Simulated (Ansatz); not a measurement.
## A series in volume scale on MgSi

All results are calculated (Ansatz 0.2.0). Free energy against uniform scaling of the volume at fixed shape and fractions; periodic cell, basis, potentials, k mesh and filling as listed.

The cell before it is scaled or strained (space group P4/mmm, No. 123):
```
MgSi
1.0
      2.9084     0.0000     0.0000
      0.0000     2.9084     0.0000
      0.0000     0.0000     4.1034
Mg Si
1 1
Direct
  0.00000 0.00000 0.00000
  0.50000 0.50000 0.50000
```

Settings of every row: functional PBEsol; dispersion none; potentials all-electron LAPW; k mesh 10x10x7; k shift 0x0x0; occupations fermi dirac; smearing width 0.1 eV; spin none.

Limits: coarse k mesh, up to 40 meV an atom off; the cell comes from a prototype or a list of computed structures and needn't be the stable phase.

| row | volume scale | V (Å³/atom) | energy above lowest point (meV/atom) |
| --- | --- | --- | --- |
| 1 | 0.94 | 16.314 | 4.9 |
| 2 | 0.97 | 16.834 | 0 |
| 3 | 1 | 17.355 | ? |
| 4 | 1.03 | 17.876 | 9.4 |
| 5 | 1.06 | 18.396 | 21.9 |

Question: what energy above lowest point should row 3 give?

Worked fit of energy above lowest point. Take u = (V_r/V)^(2/3) − 1 with V_r = 17.355 Å³ an atom, which is twice the finite (Eulerian) strain; such expansions in the strain, on which the Birch-Murnaghan equation of state is built, carry the rest volume and the bulk modulus. The shown rows have u = 0.0421, 0.02053, -0.01953, -0.03809. Least squares give energy above lowest point = 1.81 − 242.1 × u + 7490 × u² meV/atom; a straight line predicts inner rows, each left out in turn, worse (root mean square 7 against 0.0043 meV/atom). All shown rows lie on it to the printed digit. Its lowest point lies at u = 0.0162, or V = 16.94 Å³ an atom, and the curvature there gives the bulk modulus at fixed shape and fractions, B = (4/9)(1 + u)² E″(u)/V = 65 GPa. Letting shape and atoms relax would as a rule lower it, by much in layered, chain or molecular crystals. The withheld row has u = 0, so the fit gives 1.81 − 242.1 × (0) + 7490 × (0)² = 1.8 meV/atom.

The calculation gave 1.8 meV/atom. The fit meets it to the printed digit.
